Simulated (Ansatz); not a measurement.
In2Au: the change of energy less free atoms and pressure with volume per atom

Periodic Kohn-Sham DFT of a crystal at fixed atoms; pressure and stress are positive in compression; the energy is the free energy less that of spherical unpolarised free atoms; site moments are those in the method's own spheres, positive along +z. The results are calculated, by Ansatz 0.2.0.

Cell of the first row (space group Fm-3m, No. 225):
```
cell vectors (Å)
   0.0000     3.1846     3.1846
   3.1846     0.0000     3.1846
   3.1846     3.1846     0.0000
atoms (fractions of the cell vectors)
In  0.25000  0.25000  0.25000
In  0.75000  0.75000  0.75000
Au  0.00000  0.00000  0.00000
```

Settings of every row: method all-electron LAPW; functional LDA; relativity scalar; k mesh 10x10x10; filling fermi-dirac; smearing width 0.05 eV; basis error target 0.5 meV/atom; nucleus gaussian.

Atom start moment: 0 on all atoms.

Limits: no spin-orbit coupling on heavy atoms.

| row | volume per atom (Å³) | energy less free atoms (eV/atom) | pressure (GPa) |
| --- | --- | --- | --- |
| 1 | 21.532 | -3.8966 | 3.884 |
| 2 | 21.99 | -3.9047 | 1.88 |
| 3 | 22.448 | -3.9076 | 0.151 |
| 4 | 22.677 | -3.9072 | -0.614 |
| 5 | 22.907 | -3.9058 | -1.32 |
| 6 | 23.136 | -3.9035 | -1.977 |
| 7 | 23.365 | -3.9002 | -2.597 |
| 8 | 23.823 | -3.8911 | -3.736 |
| 9 | 24.281 | ? | ? |

Question: what energy less free atoms and pressure should row 9 give?

Worked fit of energy less free atoms. Take u = (V_r/V)^(2/3) − 1 with V_r = 22.792 Å³ an atom, which is twice the finite (Eulerian) strain; such expansions in the strain, on which the Birch-Murnaghan equation of state is built, carry the rest volume and the bulk modulus. The shown rows have u = 0.03864, 0.02417, 0.01019, 0.00338, -0.00335, -0.00994, -0.01642, -0.02906. Least squares give energy less free atoms = −3.90667 − 0.207 × u + 11.644 × u² + 11.8 × u³ eV/atom; a parabola predicts inner rows, each left out in turn, worse (root mean square 0.00013 against 4.6e-05 eV/atom). All shown rows lie on it to the printed digit. Its lowest point lies at u = 0.0088, or V = 22.5 Å³ an atom, and the curvature there gives the bulk modulus at fixed shape and fractions, B = (4/9)(1 + u)² E″(u)/V = 77 GPa. The withheld row has u = -0.04131, so the fit gives −3.90667 − 0.207 × (-0.04131) + 11.644 × (-0.04131)² + 11.8 × (-0.04131)³ = -3.8791 eV/atom.

The calculation gave -3.879 eV/atom. The fit lies 0.0001 eV/atom (0.35 % of the column's range) below it, one unit of the last digit. This row lies beyond the range of the fit.

Worked fit of pressure. Take u = (V_r/V)^(2/3) − 1 with V_r = 22.792 Å³ an atom, which is twice the finite (Eulerian) strain; such expansions in the strain, on which the Birch-Murnaghan equation of state is built, carry the rest volume and the bulk modulus. The shown rows have u = 0.03864, 0.02417, 0.01019, 0.00338, -0.00335, -0.00994, -0.01642, -0.02906. Least squares give pressure = −0.9698 + 105.863 × u + 431.52 × u² + 2110 × u³ GPa; a parabola predicts inner rows, each left out in turn, worse (root mean square 0.022 against 0.01 GPa). The rows lie off it by -0.003, 0.009, -0.005, -0.007, 0.000, 0.005, 0.004, -0.002 (root mean square 0.0051 GPa). The pressure vanishes at u = 0.0088, or V = 22.49 Å³ an atom, and there the bulk modulus at fixed shape and fractions is B = −V dP/dV = (2/3)(1 + u) dP/du = 76.7 GPa. The withheld row has u = -0.04131, so the fit gives −0.9698 + 105.863 × (-0.04131) + 431.52 × (-0.04131)² + 2110 × (-0.04131)³ = -4.755 GPa.

The calculation gave -4.728 GPa. The fit lies 0.027 GPa (0.31 % of the column's range) below it; its largest miss of a shown row is 0.009 GPa. This row lies beyond the range of the fit.
